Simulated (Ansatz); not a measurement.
# Ligand exchange: BH2(NH2) + Sn(CH3)(SH) → BH2(SH) + Sn(CH3)(NH2)

Species: BH2(NH2), singlet; Sn(CH3)(SH), singlet; BH2(SH), singlet; Sn(CH3)(NH2), singlet. The partners trade NH2 for SH: B–NH2 and Sn–SH bonds give way to B–SH and Sn–NH2.

Shapes, held fixed at every level: PBE0-D4/def2-TZVP. Flexible molecules stand in one conformer, not always the lowest. Programs: Ansatz 0.2.0. The zero-point and thermal change to 298 K, harmonic and unscaled (PBE0-D4/def2-TZVP), is -5.2 kJ/mol.

Question: Estimate ΔH(298 K) of this reaction.

Answer: The highest level, CCSD(T)/def2-TZVPP, gives ΔH(298 K) = +99.2 kJ/mol; the levels span +99.2 to +113.1. The column of differences is taken from that level and isn't an error. No measured value is set beside it here. For atoms past krypton def2 sets carry core potentials with scalar relativity. Correlated rows may include outer-core shells of Sn, which these sets cover unevenly. Times are processor times on shared x86 and Arm servers, and rough.

| level | kind | ΔH(298 K) (kJ/mol) | less CCSD(T)/def2-TZVPP | CPU time (sum over the molecules) |
| --- | --- | --- | --- | --- |
| SPW92/def2-TZVPP | LDA | +107.3 | +8.1 | 5 s |
| r2SCAN-D4/def2-TZVPP | meta-GGA | +103.3 | +4.1 | 16 s |
| BHLYP-D4/def2-TZVPP | global hybrid | +113.1 | +13.9 | 10 s |
| r2SCAN0-D4/def2-TZVPP | global hybrid | +107.5 | +8.3 | 16 s |
| wB97X-V/def2-TZVPP | range-separated hybrid | +101.1 | +1.9 | 27 s |
| MP2/def2-SVP | perturbation theory | +106.4 | +7.2 | – |
| CCSD/def2-TZVPP | coupled cluster or CI | +100.9 | +1.7 | – |
| CCSD(T)/def2-TZVPP | coupled cluster or CI | +99.2 | 0.0 | 2.1 min |

Every level makes the exchange strongly endothermic, so boron keeps the amide and tin(II) the thiolate. The main reason is probably the B–N bond of aminoborane. The nitrogen lone pair donates into the empty boron 2p orbital, and the compact, well-matched orbitals add a strong π component to an already strong, polar σ bond. Sulfur's more diffuse 3p lone pair overlaps less well with boron. The stannylene also has an empty p orbital, but the large, diffuse 5p shell gains less from nitrogen π donation, and soft tin bonds comparatively well to sulfur. Moving the amide to tin therefore recovers only part of what is lost at boron.

The spread between levels is small beside the reaction enthalpy, and the triples correction shifts CCSD only from +100.9 to +99.2 kJ/mol, so the preference doesn't hinge on subtle correlation effects. Exact exchange raises the value from r2SCAN-D4 to r2SCAN0-D4, yet wB97X-V lies below both, so its presence alone doesn't order the functionals. The reaction enthalpy alone can't separate the σ and π contributions.
